**Reading the low singlets of a spiro-cyclopropyl acetate in TDA-B3LYP/def2-SVP**

The molecule is an acetate ester on a cyclohexane ring that carries a spiro cyclopropane next to the ester-bearing carbon. A response calculation returns each state as an energy, an oscillator strength f and an orbital label. The hole (where density is removed) and the electron (where it arrives) say more about what each state is and how far its energy can be trusted.

Eight lowest vertical singlet excitations of the spiro-cyclopropyl acetate C10H16O2 in the gas phase, calculated with PySCF 2.14.0 using Tamm-Dancoff B3LYP/def2-SVP, density fitting and a frozen core in the response, at the GFN2-xTB geometry of one conformer. Hole and electron measures use the normalised excitation amplitudes, and the last two columns give the leading orbital pair.

| row | singlet state | singlet energy (eV) | singlet oscillator strength | singlet hole electron distance (Å) | singlet exciton size (Å) | singlet orbital overlap lambda | singlet main from | singlet main to |
| --- | --- | --- | --- | --- | --- | --- | --- | --- |
| 1 | 1 | 5.930 | 0.001 | 0.640 | 2.080 | 0.480 | HOMO | LUMO |
| 2 | 2 | 7.100 | 0.005 | 3.370 | 4.210 | 0.230 | HOMO-1 | LUMO |
| 3 | 3 | 7.480 | 0.047 | 3.040 | 4.040 | 0.430 | HOMO-2 | LUMO |
| 4 | 4 | 7.720 | 0.021 | 2.620 | 3.820 | 0.340 | HOMO-3 | LUMO |
| 5 | 5 | 8.030 | 0.003 | 1.170 | 3.860 | 0.370 | HOMO-1 | LUMO+1 |
| 6 | 6 | 8.100 | 0.052 | 1.910 | 4.330 | 0.290 | HOMO | LUMO+1 |
| 7 | 7 | 8.310 | 0.001 | 1.300 | 3.970 | 0.360 | HOMO-2 | LUMO+1 |
| 8 | 8 | 8.360 | 0.004 | 1.400 | 4.310 | 0.300 | HOMO | LUMO+2 |

The hole-electron distance d separates the centroids of hole and electron. The exciton size D is the root-mean-square distance between them, and lambda is the weighted overlap of the moduli of the orbital pairs, between 0 and 1.

**1. Which states are local and which move charge?**

Row 1 is local. It has the smallest d, the smallest D (2.08 Å) and the largest lambda of the table. The same calculation puts 0.74 of its hole on the carbonyl oxygen and its electron on the C=O group, which is the n→π* state of the ester. Its relaxed dipole is 1.3 D against 1.9 D in the ground state, as fits density leaving the oxygen.

Rows 2 to 4 fill the same ester π* orbital from holes that lie farther away. Row 2 is the cleanest case: the hole sits mainly on cyclopropane carbons, whose strained C–C bonds give high-lying occupied orbitals. Its d is 3.37 Å, its lambda the lowest of the table, and its relaxed dipole 13.2 D. Rows 3 and 4 are largely charge transfer too, with dipoles near 11 D, but their holes are mixed and include weight on the ester oxygen.

**2. Rows 5 to 8 have short distances. Are they local as well?**

They are not compact. By definition D² is d² plus the variances of hole and electron, less a covariance term that is small here, so √(D² − d²) is a combined width. It is 1.98 Å in row 1 and between 3.68 and 4.08 Å in rows 5 to 8. A centroid distance is short whenever a wide cloud surrounds the hole, whatever the typical separation inside the cloud.

The run shows that the electron is the wide partner. Its spread is 3.2 to 3.5 Å in rows 5 to 8 and 1.5 to 1.7 Å in the first four rows, and the acceptors LUMO+1 and LUMO+2 are shared among many atoms, with hydrogens carrying the largest single weights. In practice d should be read together with D. Rows 1 and 5 have nearly the same ratio d/D and are entirely different states.

**3. Row 1 has the largest overlap. Why is it nearly dark?**

Lambda is built from orbital moduli, whereas f depends on the signed product of the two orbitals. In row 1 the oxygen lone pair is a p orbital in the ester plane, and π* is built from p orbitals perpendicular to that plane. On the oxygen their product has four lobes of alternating sign and no net dipole, so f is small although both orbitals share atoms. This is the standard local selection rule for n→π*. Row 2 has the lowest overlap of the table, which is the other standard reason for a weak transition.

Row 3 is 8.6 times stronger than row 2 and has a lambda of 0.43 against 0.23. Its donor orbital, HOMO-2, has weight on both ester oxygens, which is consistent with a share of local ester character lending intensity. Across all eight rows f does not rise with lambda: the rank correlation is −0.40, and row 6 is strong at low lambda. Overlap permits intensity and does not guarantee it.

**4. The orbital gaps of rows 1 and 2 are almost equal. Why are the states so far apart?**

The main-pair gaps are 7.77 and 7.87 eV, yet the states differ by 1.17 eV. Nearly all of the difference is in the shift, defined as gap minus excitation energy. In the Tamm-Dancoff form of a global hybrid with exact-exchange share a,

E = (weighted orbital gap) + 2J + K − a·k·⟨1/r⟩,

where J is the Coulomb repulsion integral of the orbital-pair transition density with itself, K the semilocal kernel term, k = e²/4πε₀ and ⟨1/r⟩ the mean inverse electron-hole distance. The last term is the attraction of electron and hole, of which B3LYP keeps a = 0.20. J and K need hole and electron to overlap. A compact exciton has a large ⟨1/r⟩ and drops far below its gap unless J is large, as it can be in a bright π→π* state. An extended exciton drops little.

The simplest estimate keeps the last term alone and treats the electron-hole vector as an isotropic Gaussian with mean d and variance s² = (D² − d²)/3 per axis, so that ⟨1/r⟩ = erf(d/(√2 s))/d. Nothing is fitted. For row 2:

- s² = (4.21² − 3.37²)/3 = 2.12 Å², s = 1.46 Å
- d/(√2 s) = 1.64, erf = 0.98, ⟨1/r⟩ = 0.98/3.37 = 0.29 Å⁻¹
- a·k·⟨1/r⟩ = 2.880 eV Å × 0.29 Å⁻¹ = 0.84 eV
- calculated shift = 7.87 − 7.10 = 0.77 eV

The same steps give 1.91 eV for row 1, against a shift of 1.84 eV. On this reading row 1 lies far below row 2 because its electron and hole are close, and the small difference in orbital gap has little to do with it. Against rows 3 to 8 the narrower gap of row 1 helps as well. A donor held farther from the ester would, by the same formula, give a state closer to its orbital gap.

**5. How far does that estimate hold?**

It overshoots the shift in every row, with a root-mean-square error of 0.16 eV and a worst miss of 0.26 eV in row 3; the analysis output after this text lists each row. Point charges at the centroids do about as well for row 2 and fail by more than 1 eV in rows 1, 5, 7 and 8, for the reason found in question 2. A constant shift of 0.79 eV, fitted to rows 2 to 8, describes those rows better than the Gaussian does and misses row 1 by 1.06 eV. Rows 2 to 8 have similar sizes, so the evidence for the size dependence rests mainly on row 1.

Row 1 has a control that calls for caution. The lowest triplet has almost the same d and D, so the estimate gives it nearly the same shift, yet it lies 0.53 eV lower. The omitted terms J and K are therefore not negligible for a local state, and the close agreement for the singlet owes something to cancellation.

The overshoot is largest in the two brightest rows, 3 and 6. A positive J, which grows with the transition density, would act that way, but so would minor pairs with wider gaps, and the overshoot is smallest in the two purest states. These numbers do not separate the two causes. The formula is also the method's own, so the agreement dissects the B3LYP result and says nothing of its accuracy.

**6. What would a larger share of exact exchange change?**

Theory answers this, since the table has one functional. For well-separated donor and acceptor the exact energy is the ionisation energy minus the electron affinity minus the full attraction k/r. B3LYP keeps a fifth of the attraction, 0.84 of about 4.2 eV in the estimate for row 2. It starts, however, from an orbital gap much narrower than ionisation energy minus affinity, and the net result is the known placing of charge transfer too low.

More exact exchange widens the gap and strengthens the attraction together. For a compact state the two largely offset each other, while for a separated pair the attraction recovers less and the state rises. Among the four states that share the ester π* acceptor, rows 2 to 4 should therefore rise more than row 1. Their estimated attractions are too alike, and their donors too different, to say which of the three moves most. Rows 5 to 8 are extended too and may rise as well, but their acceptors differ and the argument does not rank them. The spacing of rows 1 and 2 and the order above row 1 should be checked with a range-separated hybrid before they are used.

**7. What would diffuse functions change?**

def2-SVP has none, so Rydberg states are absent or squeezed into valence-sized functions. The wide acceptors of rows 5 to 8 may be such squeezed states, but that is a guess, and the rows deserve neither a valence nor a Rydberg label. Rows 3 to 8 also lie above −ε(HOMO) = 7.41 eV, where the ionisation continuum of the method begins, well under the true ionisation energy because the potential decays too fast. Above that line an augmented basis adds states and mixes them with the existing ones, so energies, order and f depend on the basis. Bound Rydberg states may also appear below the line, near row 2, so its place as the second singlet is not settled either. Row 3 is only 0.07 eV above the line and row 8 is 0.95 eV above it.

**8. Which digits and labels can be quoted?**

Energies and lengths are rounded to 0.01, and the error of method and basis is far larger, roughly a few tenths of an eV as a recalled size for local states. The spacings of rows 5 and 6 (0.07 eV) and of rows 7 and 8 (0.05 eV) do not fix an order. The f values of rows 3 and 6 differ by 11% of the smaller, which does not identify a brightest state. All values are vertical, gas-phase and for one conformer, and d of rows 2 to 4 depends on how that conformer holds the ester relative to the cyclopropane.

The orbital labels name only the leading pair, which carries 0.666 of the weight in row 6 and 0.706 in row 8. A label also does not fix the character. The second triplet of the same run has HOMO-2→LUMO as its leading pair, like row 3, but its d is 0.69 Å against 3.04 Å. States should be matched between calculations by hole, electron, d and D, and of the eight only row 1 is safe to assign at this level.

The analysis program printed:

```
row  d  size  width  sig_h sig_e (A) | d/size lambda  f(run)  |tdm|(au) main weight
1 0.64 2.08 1.98 1.33 1.47 | 0.31 0.48 0.00098 0.082 0.947
2 3.37 4.21 2.52 1.96 1.60 | 0.80 0.23 0.00544 0.177 0.956
3 3.04 4.04 2.66 2.04 1.69 | 0.75 0.43 0.04664 0.504 0.854
4 2.62 3.82 2.78 2.18 1.67 | 0.69 0.34 0.02060 0.330 0.803
5 1.17 3.86 3.68 2.11 3.21 | 0.30 0.37 0.00255 0.114 0.789
6 1.91 4.33 3.89 1.91 3.54 | 0.44 0.29 0.05174 0.511 0.666
7 1.30 3.97 3.75 2.13 3.31 | 0.33 0.36 0.00068 0.058 0.901
8 1.40 4.31 4.08 2.00 3.47 | 0.32 0.30 0.00402 0.140 0.706
size identity (a definition): largest deviation 0.008 A, rounding 0.005 A per length
rank correlation lambda-f -0.40; lambda-d -0.57; lambda-size -0.71
f ratios: row3/row1 48, row3/row2 8.6, row6/row3 1.11
a*e2/(4 pi eps0) = 2.880 eV A; shift = main-pair gap - E; all below in eV
row  gap  E  shift | Gaussian (minus shift) | bound a/size | centroid a/d | E+HOMO
1 7.77 5.93 1.84 | 1.91 (+0.07) | 1.38 | 4.50 | -1.48
2 7.87 7.10 0.77 | 0.84 (+0.06) | 0.68 | 0.85 | -0.31
3 8.12 7.48 0.64 | 0.90 (+0.26) | 0.71 | 0.95 | +0.07
4 8.56 7.72 0.84 | 0.99 (+0.15) | 0.75 | 1.10 | +0.31
5 8.92 8.03 0.89 | 1.03 (+0.14) | 0.75 | 2.46 | +0.62
6 8.82 8.10 0.72 | 0.91 (+0.19) | 0.67 | 1.51 | +0.69
7 9.17 8.31 0.86 | 1.00 (+0.14) | 0.73 | 2.22 | +0.90
8 9.14 8.36 0.78 | 0.92 (+0.14) | 0.67 | 2.06 | +0.95
Gaussian: rms all 0.16, rows 2-8 0.17, row 1 +0.07, worst row 3 +0.26 eV
bound a/size: rms all 0.19, rows 2-8 0.10, row 1 -0.46, worst row 1 -0.46 eV
centroid: rms all 1.31, rows 2-8 0.98, row 1 +2.66, worst row 1 +2.66 eV
constant 0.79 (rows 2-8): rms all 0.38, rows 2-8 0.08, row 1 -1.06, worst row 1 -1.06 eV
rounding limit: 0.005 eV in E, 0.005 eV in the Gaussian model
rows 2-8: correlation shift-Gaussian 0.71; overshoot-|tdm|^2 0.79
shift row 1 / mean rows 2-8 = 2.34; S1-T1 0.53 eV, T1 about 5.40 eV
row 2 Gaussian attraction: full 4.2 eV, kept at a=0.20 0.84 eV
dipoles (D), ground 1.92: row, e*d unrelaxed change, relaxed change, ratio, state dipole
1 3.1 1.1 0.37 1.3
2 16.2 12.4 0.77 13.2
3 14.6 10.7 0.74 11.4
4 12.6 9.4 0.75 10.6
spacings, table (eV): 1.17 0.38 0.24 0.31 0.07 0.21 0.05
spacings, run   (eV): 1.165 0.381 0.247 0.307 0.064 0.216 0.046
-HOMO = 7.41 eV; rows above it: [3, 4, 5, 6, 7, 8]
```
